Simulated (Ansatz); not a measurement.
**Mo: from λ and ω_log to T_c (computed with Ansatz 0.2.0)**

Space group Im-3m (No. 229), 1 atom in the cell of the first input below: a = 2.710 Å, b = 2.710 Å, c = 2.710 Å, α = 109.47°, β = 109.47°, γ = 109.47°.

The cell was built from a prototype of a structure type listed for this element, relaxed without spin–orbit coupling to zero pressure (pressure 0.0 GPa with this functional, without spin–orbit coupling). Functional: PBEsol.

Input:

```yaml
crystal:
  lattice:
    - [-1.5644561042, 1.5644561042, 1.5644561042]
    - [1.5644561042, -1.5644561042, 1.5644561042]
    - [1.5644561042, 1.5644561042, -1.5644561042]
  atoms:
    - { symbol: Mo, position: [0.0, 0.0, 0.0] }
basis:
  ecutwfc: 420
  ecutrho_ratio: 4
kpoints:
  mp_grid: { grid: [18, 18, 18] }
hamiltonian:
  xc: pbesol
scf:
  occupations: { method: methfessel_paxton, width: 0.2 }
output: {}
phonons:
  supercell: [3, 3, 3]
  qpath:
    path:
      - [[0.0, 0.0, 0.0], [0.5, -0.5, 0.5], [0.0, 0.0, 0.5], [0.0, 0.0, 0.0], [0.25, 0.25, 0.25], [0.5, -0.5, 0.5]]
      - [[0.25, 0.25, 0.25], [0.0, 0.0, 0.5]]
    npoints: 6
  electrical_resistivity: { mesh: [36, 36, 36], temperatures: [50, 100, 200, 300, 500] }
  superconductivity: { mesh: [36, 36, 36], eliashberg_equations: false }
```

```bash
ansatz run input.yaml --threads 8 --pin off --max-ram 15360MiB --backend cpu --events-out ev --progress --plain --runs-dir out
```

Time: 2.3 min on 8 threads of Intel(R) Xeon(R) Platinum 8488C (Sapphire Rapids), with other jobs on the host, peak memory 6.4 GiB.

On the finest mesh λ = 0.4446, ω_log = 22.431 meV, N(E_F) = 0.291 states per eV, spin and cell. λ by mesh: 36×36×36 0.445, 18×18×18 0.440, 9×9×9 0.448.

Task: What T_c does McMillan's formula in the Allen–Dynes form give for μ* = 0.10?

Result: T_c = (ω_log/1.2) exp[−1.04(1+λ)/(λ − μ*(1+0.62λ))] = (260.30 K/1.2) × exp(−1.5024/0.3170) = 1.90 K. By mesh, finest first, the same formula gives 1.90, 1.80, 1.97 K.

```tsv
μ*	McMillan (K)	Allen–Dynes with strong-coupling factors (K)
0.08	2.70	2.75
0.10	1.90	1.93
0.12	1.25	1.27
0.13	0.99	1.01
0.14	0.77	0.78
0.16	0.42	0.43
0.20	0.08	0.08
```

Caveats: small supercell, couplings not converged in it; with so small a supercell and a typed μ*, T_c can miss a measured one by a factor of two or more.

Molybdenum comes out as a weak-coupling superconductor. Its Fermi level lies in the d-band pseudogap between bonding and antibonding states, typical of a bcc group 6 metal. This keeps N(E_F) low, and the strong d bonding also stiffens the lattice, so λ stays small. Niobium, with one valence electron fewer, has its Fermi level in a region of higher density of states and couples much more strongly.

At such a small λ the Coulomb repulsion takes away a sizeable part of the phonon attraction, and T_c depends exponentially on what remains. Raising μ* from 0.10 to 0.14 therefore cuts the McMillan value from 1.90 to 0.77 K, a far larger change than the spread between meshes. The strong-coupling factors hardly matter, as expected in this regime.

The measured T_c of bulk molybdenum lies below the result for μ* = 0.10 and close to that for 0.13. This match does not determine μ*, since a slightly smaller λ would lower T_c just as well.
